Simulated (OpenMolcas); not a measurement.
Exact exchange and the dipole moment of C2H5ClSi

The species is C2H5ClSi (9 atoms), meant as a singlet with charge 0. SMILES: `ClC1C[SiH2]1`. The shape is that of a PBE0-D4/def2-TZVP optimisation.

The dipole moment y, in D, basis def2-SVP; a is the functional's share of exact exchange. Programs: OpenMolcas 26.06.

```
functional     program     a  y (D)
       PBE  OpenMolcas     0   1.63
      TPSS  OpenMolcas     0   1.78
     B3LYP  OpenMolcas   0.2   1.75
      PBE0  OpenMolcas  0.25      ?
     BHLYP  OpenMolcas   0.5   1.98
```

Problem. Fit y = c + s·a to the known rows and predict PBE0.

Solution. 
1. Means of the 4 rows: a = 0.1750, y = 1.785.
2. Σ(Δa)² = 0.1675, Σ(Δa·Δy) = 0.0905, so the slope is 0.0905/0.1675 = 0.5403.
3. Intercept: 1.785 − (0.5403) × 0.1750 = 1.690. The largest residual of the fit is 0.090.
4. PBE0: 1.690 + (0.5403) × 0.25 = 1.83 D.

The run gave 1.84 D, so the prediction is off by -0.01 D, within the largest residual. More exact exchange makes the molecule more polar here. The rows mix families of semi-local functionals, which the line can't see.

The dipole moment generally rises with exact exchange, but not in every row: TPSS, with none, gives 1.78 D, above B3LYP at 1.75 D. The cleanest comparison is PBE with PBE0, which differ only in the exchange admixture, and there the moment climbs from 1.63 to 1.84 D. That rise is steeper than the fitted slope, so the close prediction owes something to the higher TPSS value lifting the line at zero exchange.

As the geometry is fixed, the change comes from the electron density and not from altered bond lengths or ring angles. Exact exchange counters the excessive delocalisation of semi-local functionals, which probably leaves more charge on chlorine and on the ring carbons bound to electropositive silicon. The total moment is a vector sum of the C–Cl, Si–C and Si–H contributions, however, so its growth doesn't show which bond becomes more polar. Nor does the trend identify the most accurate functional, since a small basis without diffuse functions can itself shift the dipole moment.
